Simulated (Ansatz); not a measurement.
## A series in volume per atom on Li₃Au

Periodic Kohn-Sham DFT of a crystal at fixed atoms; pressure and stress are positive in compression; the energy is the free energy less that of spherical unpolarised free atoms; site moments are those in the method's own spheres, positive along +z. The results are calculated, by Ansatz 0.2.0.

Cell of the first row (space group Fm-3m, No. 225):
```
CELL_PARAMETERS angstrom
0.00000 3.10840 3.10840
3.10840 0.00000 3.10840
3.10840 3.10840 0.00000
ATOMIC_POSITIONS crystal
Li 0.25000 0.25000 0.25000
Li 0.75000 0.75000 0.75000
Li 0.50000 0.50000 0.50000
Au 0.00000 0.00000 0.00000
```

Settings of every row: method all-electron PAW; functional PBEsol; relativity scalar; k mesh 10x10x10; filling fermi-dirac; smearing width 0.03 eV; nucleus gaussian.

Atom start moment: 0 on all atoms.

Limits: no spin-orbit coupling on heavy atoms.

```csv
row,volume per atom (Å³),pressure (GPa)
1,15.017,0.008
2,15.486,?
3,15.643,-1.379
4,15.956,-1.97
5,16.581,-2.979
```

Question: what pressure should row 2 give?

Worked fit of pressure. Take u = (V_r/V)^(2/3) − 1 with V_r = 15.8 Å³ an atom, which is twice the finite (Eulerian) strain; such expansions in the strain, on which the Birch-Murnaghan equation of state is built, carry the rest volume and the bulk modulus. The shown rows have u = 0.03447, 0.00668, -0.00653, -0.03165. Least squares give pressure = −1.6832 + 44.825 × u + 122.88 × u² GPa; a straight line predicts inner rows, each left out in turn, worse (root mean square 0.088 against 0.0014 GPa). The rows lie off it by 0.000, -0.001, 0.001, 0.000. The pressure vanishes at u = 0.0343, or V = 15.02 Å³ an atom, and there the bulk modulus at fixed shape and fractions is B = −V dP/dV = (2/3)(1 + u) dP/du = 36.7 GPa. The withheld row has u = 0.01347, so the fit gives −1.6832 + 44.825 × (0.01347) + 122.88 × (0.01347)² = -1.057 GPa.

The calculation gave -1.059 GPa. The fit lies 0.002 GPa (0.067 % of the column's range) above it; its largest miss of a shown row is 0.001 GPa.
